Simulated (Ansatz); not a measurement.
# P: energy change per atom and pressure against volume scale

Plane-wave DFT, scalar-relativistic PAW made under PBE with cores redone for the functional, no dispersion; the given relaxed cell is scaled uniformly, energy at zero smearing counts from the unscaled cell, pressure at the given Fermi-Dirac smearing is positive in compression. The results are calculated, by Ansatz 0.2.0.

The cell before it is scaled or strained (space group Im-3m, No. 229):
```
cell vectors (Å)
  -1.5034     1.5034     1.5034
   1.5034    -1.5034     1.5034
   1.5034     1.5034    -1.5034
atoms (fractions of the cell vectors)
P   0.00000  0.00000  0.00000
```

Settings of every row: spin polarised no; functional LDA; wave cutoff 420 eV; smearing width 0.1 eV; k mesh 16x16x16.

Atom starting moment: 0 on all atoms.

Limits: the cell comes from a prototype or a list of computed structures and needn't be the stable phase.

| row | volume scale | V (Å³/atom) | energy change per atom (meV) | pressure (GPa) |
| --- | --- | --- | --- | --- |
| 1 | 0.88 | 11.961 | 80.41 | 18.02 |
| 2 | 0.92 | 12.505 | ? | ? |
| 3 | 0.96 | 13.048 | 7.47 | 4.68 |
| 4 | 1.04 | 14.136 | 7.1 | -4.05 |
| 5 | 1.08 | 14.679 | 26.61 | -7.37 |
| 6 | 1.12 | 15.223 | 56.58 | -10.13 |

Question: what energy change per atom and pressure should row 2 give?

Worked fit of energy change per atom. Take u = (V_r/V)^(2/3) − 1 with V_r = 14.136 Å³ an atom, which is twice the finite (Eulerian) strain; such expansions in the strain, on which the Birch-Murnaghan equation of state is built, carry the rest volume and the bulk modulus. The shown rows have u = 0.11782, 0.05484, 0, -0.02482, -0.04819. Least squares give energy change per atom = 7.264 − 542.854 × u + 9882.51 × u² meV; a straight line predicts inner rows, each left out in turn, worse (root mean square 33 against 0.43 meV). The rows lie off it by -0.08, 0.26, -0.16, -0.22, 0.21 (root mean square 0.2 meV). The withheld row has u = 0.08516, so the fit gives 7.264 − 542.854 × (0.08516) + 9882.51 × (0.08516)² = 32.70 meV.

The calculation gave 32.67 meV. The fit lies 0.03 meV (0.041 % of the column's range) above it; its largest miss of a shown row is 0.26 meV.

Worked fit of pressure. Take u = (V_r/V)^(2/3) − 1 with V_r = 14.136 Å³ an atom, which is twice the finite (Eulerian) strain; such expansions in the strain, on which the Birch-Murnaghan equation of state is built, carry the rest volume and the bulk modulus. The shown rows have u = 0.11782, 0.05484, 0, -0.02482, -0.04819. Least squares give pressure = −4.151 + 141.539 × u + 393.32 × u² GPa; a straight line predicts inner rows, each left out in turn, worse (root mean square 1.3 against 0.19 GPa). The rows lie off it by 0.03, -0.11, 0.10, 0.05, -0.07 (root mean square 0.078 GPa). The withheld row has u = 0.08516, so the fit gives −4.151 + 141.539 × (0.08516) + 393.32 × (0.08516)² = 10.75 GPa.

The calculation gave 10.62 GPa. The fit lies 0.13 GPa (1.2 % of the value, 0.46 % of the column's range) above it; its largest miss of a shown row is 0.11 GPa.
